\section*{Hubbard dimer, projection after and before variation: the on-site-only interaction}

Units: hartree ($E_h$) and bohr. Two electrons, $S_z=0$, real orbitals, integrals $(ij|kl)$ in charge-cloud notation. ``Error'' means departure from full CI in the same two-function basis.

\subsection*{1. The result}

Orthonormal site orbitals $A,B$, hopping $h_{AB}=-t<0$, on-site repulsion $U$. Spin-polarised determinant $|a\alpha\, b\beta|$ with
\begin{equation}
a=\cos\theta\,A+\sin\theta\,B,\qquad b=\sin\theta\,A+\cos\theta\,B,\qquad d=\langle a|b\rangle=\sin2\theta .
\end{equation}
Spatial two-electron functions:
$C=(AB+BA)/\sqrt2$ (covalent singlet), $I=(AA+BB)/\sqrt2$ (ionic gerade singlet), $T=(AB-BA)/\sqrt2$ (triplet). Expanding the product,
\begin{equation}
a(1)b(2)=\frac{C+d\,I}{\sqrt2}+\sqrt{\frac{1-d^2}{2}}\;T .
\label{eq:dec}
\end{equation}
The singlet weight is $(1+d^2)/2$, the triplet weight $(1-d^2)/2$. Projection keeps $C+dI$. With $\langle C|H|C\rangle=\langle T|H|T\rangle=0$, $\langle I|H|I\rangle=U$, $\langle C|H|I\rangle=-2t$:
\begin{equation}
E(d)=\frac{Ud^2-4td}{1+d^2},\qquad E_{\rm det}(d)=\tfrac12Ud^2-2td .
\label{eq:hub}
\end{equation}
UHF minimises $E_{\rm det}$: $d_0=2t/U$ for $U>2t$, $E_{\rm UHF}=-2t^2/U$. Projection after variation (PAV): $E(d_0)=-4t^2U/(U^2+4t^2)$. Variation after projection (VAP) minimises $E$:
\begin{equation}
Ud_*=2t(1-d_*^2),\qquad E(d_*)=-2td_*=\frac U2-\sqrt{\frac{U^2}{4}+4t^2},
\label{eq:vap}
\end{equation}
the lower eigenvalue in the space $\{C,I\}$, hence exact.

\subsection*{2. The assumption and where it enters}

Assumption: of all two-electron integrals over $A,B$ only $U=(AA|AA)$ is kept. A symmetric dimer has three more:
\begin{equation}
V=(AA|BB),\qquad X=(AA|AB),\qquad K=(AB|AB)\ge0 .
\end{equation}
$K$ is the Coulomb self-energy of the overlap charge $AB$, so it cannot be negative. The decomposition \eqref{eq:dec} uses orthonormality only. The assumption enters in the four matrix elements. With all integrals, and energies counted from $2h_{AA}+V$,
\begin{align}
\langle C|H|C\rangle&=K, & \langle I|H|I\rangle&=U'+K,\nonumber\\
\langle C|H|I\rangle&=-2t', & \langle T|H|T\rangle&=-K,
\label{eq:full}
\end{align}
\begin{equation}
U'=U-V,\qquad t'=t-X .
\end{equation}
Origin of each term: $\langle AB|r_{12}^{-1}|BA\rangle=\langle AA|r_{12}^{-1}|BB\rangle=K$, and each of the four cross terms between $C$ and $I$ gives $-t+X$ with weight $\tfrac12$.

Consequences.
\begin{itemize}
\item $V$ and $X$ only redefine the parameters and the zero. They may be large, but \eqref{eq:hub} survives with $U\to U'$, $t\to t'$.
\item $K$ cannot be absorbed. It raises both gerade singlets and lowers the triplet. It is the first correction to the form of the result.
\item With $g,u=(A\pm B)/\sqrt2$, $AA-BB=2gu$ gives $U'=2(gu|gu)>0$. So $0<d_*<1$ for $t'>0$, and the family (1) always contains the VAP minimum.
\end{itemize}
From here on $E(d)$, $d_0$, $d_*$ are evaluated with $U',t'$; ``Hubbard'' means this mapping with $K=0$.

\subsection*{3. The correction}

\emph{Projected energy.} $K$ multiplies the unit matrix in $\{C,I\}$:
\begin{equation}
E_S(d)=K+E(d).
\end{equation}
VAP: $d_*$ unchanged, $E_{\rm VAP}=K-2t'd_*$, still full CI. Its exactness rests on the dimension of the gerade singlet space, not on the Hubbard interaction.

\emph{Determinant energy.} Weights from \eqref{eq:dec}:
\begin{equation}
E_{\rm det}(d)=\frac{1+d^2}{2}E_S(d)-\frac{1-d^2}{2}K=-2t'd+\Big(\frac{U'}{2}+K\Big)d^2 .
\end{equation}
At $d=0$ the shifts $\pm K$ cancel. For $d>0$ the determinant trades triplet for singlet and pays $Kd^2$. Hence
\begin{equation}
d_K=\frac{2t'}{U'+2K},\qquad E_{\rm UHF}=-\frac{2t'^2}{U'+2K},
\label{eq:dK}
\end{equation}
and the broken-symmetry solution exists for $U'+2K>2t'$ (Coulson--Fischer condition). Below it $d=1$, PAV equals RHF, and $K$ drops out of the error.

\emph{First order in $K$}, for $d_0<1$. VAP and UHF are stationary in $d$, so only the explicit dependence counts. PAV is not stationary and feels $\delta d=-2Kd_0/U'$ through
\begin{equation}
E'(d)=\frac{2U'd-4t'(1-d^2)}{(1+d^2)^2},\qquad E'(d_0)=\frac{2U'd_0^3}{(1+d_0^2)^2}.
\end{equation}
Therefore
\begin{align}
\delta E_{\rm VAP}&=K,\qquad \delta E_{\rm UHF}=Kd_0^2,\nonumber\\
\delta E_{\rm PAV}&=K\left[1-\frac{4d_0^4}{(1+d_0^2)^2}\right].
\end{align}
For the errors $\varepsilon=E-E_{\rm FCI}$:
\begin{equation}
\delta\varepsilon_{\rm PAV}=-\frac{4Kd_0^4}{(1+d_0^2)^2},\qquad
\delta\varepsilon_{\rm UHF}=-K(1-d_0^2).
\label{eq:first}
\end{equation}
Both errors fall. UHF puts too much ionic character into the singlet component ($d_0>d_*$, since $d_0-d_*=d_0d_*^2$), and $K$ pushes $d$ down.

\emph{All orders.} Put $d=\tan\phi$. In a two-level problem the energy above the lower level is $\Delta\sin^2(\phi-\phi_*)$, with $\Delta=\sqrt{U'^2+16t'^2}$ the level spacing:
\begin{equation}
\varepsilon_{\rm PAV}=\Delta\,\frac{(d_K-d_*)^2}{(1+d_K^2)(1+d_*^2)},\qquad
\varepsilon_{\rm UHF}=2t'd_*-t'd_K-K .
\label{eq:exact}
\end{equation}

\emph{The relevant small parameter.} $2K/U'$ measures the relative change of $d$. But $\varepsilon_{\rm PAV}$ depends on $d_K-d_*$, which at strong coupling is itself small: $d_*\simeq d_0(1-d_0^2)$, $d_K\simeq d_0(1-2K/U')$. Define
\begin{equation}
\kappa=\frac{2K}{U'd_0^2}=\frac{2K}{4t'^2/U'} ,
\end{equation}
the ratio of direct (ferromagnetic) to kinetic (antiferromagnetic) exchange. For $d_0\to0$ at fixed $\kappa$,
\begin{equation}
\varepsilon_{\rm PAV}\simeq U'd_0^6(1-\kappa)^2,\qquad
\varepsilon_{\rm UHF}\simeq\tfrac12U'd_0^2(1-\kappa),\qquad
E_T-E_{\rm FCI}\simeq U'd_0^2(1-\kappa).
\label{eq:strong}
\end{equation}
At $\kappa=0$ the first is the Hubbard value $64t'^6/U'^5$. Exact statement behind the common zero: $E_T-E_{\rm FCI}=2t'd_*-2K$ vanishes at $d_*=K/t'$. Inserted in \eqref{eq:vap} this reads $2t'^2=K(U'+2K)$, which is also $d_K=K/t'$. PAV is exact when singlet and triplet are degenerate, because the triplet admixture then costs nothing and exerts no pull on $d$.

\subsection*{4. Mapping minimal-basis H$_2$}

Input: one 1s Slater function per atom, $\chi_a,\chi_b$, exponent $\zeta=1$ (the free-atom value, chosen for the stretched bond), distance $R$. L\"owdin orbitals $A,B=(g\pm u)/\sqrt2$. With overlap $S$ and $\sigma=(\chi_a^2+\chi_b^2)/2$,
\begin{equation}
AB=\frac{g^2-u^2}{2}=\frac{\chi_a\chi_b-S\sigma}{1-S^2},\quad
\frac{g^2+u^2}{2}=\frac{\sigma-S\chi_a\chi_b}{1-S^2},\quad
gu=\frac{\chi_a^2-\chi_b^2}{2\sqrt{1-S^2}} .
\end{equation}
$AB$ carries zero net charge; its numerator is the residual of the Mulliken approximation $\chi_a\chi_b\approx S\sigma$. Atomic-orbital integrals $u_0=(aa|aa)$, $v_0=(aa|bb)$, $l_0=(aa|ab)$, $k_0=(ab|ab)$, and $m_0=(\sigma|\sigma)=(u_0+v_0)/2$. Using $AA=(g^2+u^2)/2+gu$ and inversion symmetry,
\begin{align}
U'&=\frac{u_0-v_0}{1-S^2}, & K&=\frac{k_0-2Sl_0+S^2m_0}{(1-S^2)^2},\nonumber\\
X&=\frac{(1+S^2)l_0-S(m_0+k_0)}{(1-S^2)^2}, & U+V&=2\,\frac{m_0-2Sl_0+S^2k_0}{(1-S^2)^2}.
\end{align}
One-electron part: $h_{aa}=-\tfrac12-j$, $h_{ab}=-\tfrac12S-(1+R)e^{-R}$, so
\begin{equation}
t=\frac{h_{uu}-h_{gg}}{2}=\frac{(1+R)e^{-R}-Sj}{1-S^2}.
\end{equation}
Standard closed forms ($k_0$ due to Sugiura; $\gamma$ is Euler's constant, $E_1(x)=\int_x^\infty e^{-y}y^{-1}dy$):
\begin{align}
S&=e^{-R}\big(1+R+\tfrac13R^2\big),\quad \bar S=e^{R}\big(1-R+\tfrac13R^2\big),\quad u_0=\tfrac58,\nonumber\\
j&=\tfrac1R-e^{-2R}\big(1+\tfrac1R\big),\nonumber\\
v_0&=\tfrac1R-e^{-2R}\big(\tfrac1R+\tfrac{11}{8}+\tfrac34R+\tfrac16R^2\big),\nonumber\\
l_0&=e^{-R}\big(R+\tfrac18+\tfrac{5}{16R}\big)-e^{-3R}\big(\tfrac18+\tfrac{5}{16R}\big),\nonumber\\
k_0&=\tfrac15e^{-2R}\big(\tfrac{25}{8}-\tfrac{23}{4}R-3R^2-\tfrac13R^3\big)\nonumber\\
&\quad+\tfrac{6}{5R}\big[S^2(\gamma+\ln R)-\bar S^2E_1(4R)+2S\bar SE_1(2R)\big].
\label{eq:ints}
\end{align}
At $R=3$: $S=0.3485$, $v_0=0.3198$, $l_0=0.1607$, $k_0=0.0585$. Orthogonalisation reduces the exchange integral from $k_0$ to $K=4.981$ m$E_h$. The absorbable terms are not small: $U=649.8$ and $V=302.4$ m$E_h$. Using bare $t$ and $U$ gives $2t/U=0.295$, half of $d_0=0.5868$. The mapping must use $U'$ and $t'$.

\subsection*{5. Size of the correction}

Parameters (energies in m$E_h$):
\begin{center}
\begin{tabular}{ccccccc}
\hline
$R$ & $U'$ & $t$ & $X$ & $t'$ & $K$ & $\kappa$\\
\hline
2.5 & 324.8 & 137.09 & $-5.65$ & 142.74 & 6.676 & 0.053\\
3 & 347.4 & 95.76 & $-6.17$ & 101.93 & 4.981 & 0.083\\
4 & 391.5 & 45.99 & $-6.23$ & 52.22 & 2.275 & 0.163\\
5 & 429.4 & 21.32 & $-4.99$ & 26.31 & 0.826 & 0.256\\
\hline
\end{tabular}
\end{center}
The two small parameters move oppositely: $2K/U'$ falls from 0.041 at $R=2.5$ to 0.0038 at $R=5$, while $\kappa$ grows.

Overlaps and errors (m$E_h$). Superscript 0: Hubbard, $K=0$. $\delta\varepsilon$: first order, \eqref{eq:first}. No superscript: full Hamiltonian, \eqref{eq:exact}.
\begin{center}
\begin{tabular}{cccccccccc}
\hline
$R$ & $d_0$ & $d_K$ & $d_*$ & $\varepsilon^0_{\rm PAV}$ & $\delta\varepsilon_{\rm PAV}$ & $\varepsilon_{\rm PAV}$ & $\varepsilon_{\rm PAV}/\varepsilon^0_{\rm PAV}$ & $\varepsilon^0_{\rm UHF}$ & $\varepsilon_{\rm UHF}$\\
\hline
2.5 & 0.8788 & 0.8441 & 0.5816 & 24.47 & $-5.07$ & 19.76 & 0.81 & 40.59 & 38.86\\
3 & 0.5868 & 0.5705 & 0.4617 & 5.14 & $-1.31$ & 3.94 & 0.77 & 34.31 & 31.00\\
4 & 0.2668 & 0.2637 & 0.2501 & 0.1085 & $-0.0402$ & 0.0724 & 0.67 & 12.19 & 10.07\\
5 & 0.1225 & 0.1220 & 0.1207 & 0.00137 & $-0.00072$ & 0.00074 & 0.54 & 3.13 & 2.31\\
\hline
\end{tabular}
\end{center}
Reading.
\begin{itemize}
\item $K$ removes 19\% of the Hubbard PAV error at $R=2.5$ and 46\% at $R=5$. In absolute terms it matters near the instability, several m$E_h$ at $R=2.5$, and is below a $\mu E_h$ at $R=5$.
\item First order overshoots at every $R$, since $\varepsilon_{\rm PAV}$ is nearly quadratic in $d_K-d_*$. The strong-coupling factor $(1-\kappa)^2$ is 0.70 at $R=4$ and 0.55 at $R=5$, approaching the tabulated ratios as $d_0$ shrinks.
\item The ordering $0<\varepsilon_{\rm PAV}<\varepsilon_{\rm UHF}$ is kept at all four distances.
\item Coulson--Fischer point: $U'=2t'$ at $R=2.34$, $U'+2K=2t'$ at $R=2.29$ bohr. Between the two the Hubbard mapping finds no spin-polarised solution although the basis has one.
\item The common shift $+K$ of PAV and VAP cancels in $\varepsilon_{\rm PAV}$ but not in the singlet--triplet gap: $2t'd_*\to2t'd_*-2K$ is $94.13\to84.16$ m$E_h$ at $R=3$ (11\%) and $6.35\to4.70$ m$E_h$ at $R=5$ (26\%).
\end{itemize}

\subsection*{6. Large $R$: the correction is not perturbative}

$K$ and $t'^2$ both scale as $S^2$. Drop exponentially small relative terms in \eqref{eq:ints} and expand in $1/R$, using $Re^{-R}\simeq3S/R$:
\begin{align}
l_0&\simeq\frac{3S}{R},\qquad m_0\simeq\frac5{16}+\frac1{2R},\qquad t\simeq\frac{2S}{R},\nonumber\\
\frac{k_0}{S^2}&\simeq\frac{6(\gamma+\ln R)-3}{5R},\qquad U'\simeq\frac58-\frac1R .
\end{align}
The $E_1$ terms enter $k_0/S^2$ only at $1/R^2$. Then $X\simeq l_0-Sm_0$, and
\begin{equation}
\frac{t'}{S}\simeq\frac5{16}-\frac1{2R},\qquad
\frac{2t'^2}{U'S^2}\simeq\frac5{16}-\frac1{2R},\qquad
\frac{K}{S^2}\simeq\frac5{16}+\frac1{2R}-\frac6R+\frac{k_0}{S^2}.
\end{equation}
So $t'$ is asymptotically dominated by $-X$, a two-electron term, and
\begin{equation}
\kappa=1-\frac{16}{5R}\Big[\frac{28}{5}-\frac65(\gamma+\ln R)\Big]+O\!\Big(\frac{\ln R}{R^2}\Big).
\label{eq:asym}
\end{equation}
Direct and kinetic exchange cancel at leading order $\tfrac5{16}S^2$. Both are largely products of the orthogonalisation tails of $A$ and $B$, and only their difference is observable. The series \eqref{eq:asym} is useless at the distances of the tables, where the closed forms must be used. Its bracket changes sign at $R=e^{14/3-\gamma}\approx60$ bohr at this order, beyond which the model places the triplet lowest. This is a defect of the minimal basis: the exact two-electron ground state has a nodeless symmetric spatial function and is a singlet at every $R$.

\subsection*{7. What survives}

\begin{itemize}
\item $E(d)$ keeps its form, up to $+K$, with $U'=U-V$, $t'=t-X$.
\item VAP equals full CI of the basis for any $V,X,K$.
\item The UHF overlap is $2t'/(U'+2K)$, so PAV inherits $K$ through $d$; the leading change of its error is $-4Kd_0^4/(1+d_0^2)^2$.
\item The strong-coupling Hubbard ratio $E_{\rm PAV}/E_{\rm UHF}\to2$ becomes $2-\kappa$, from $E_{\rm PAV}\simeq K-4t'^2/U'$ and $E_{\rm UHF}\simeq-2t'^2/U'$.
\item All numbers belong to the $\zeta=1$ two-function model. Within it, neglect of $K$ overstates the PAV error: 5.14 against 3.94 m$E_h$ at $R=3$ bohr.
\end{itemize}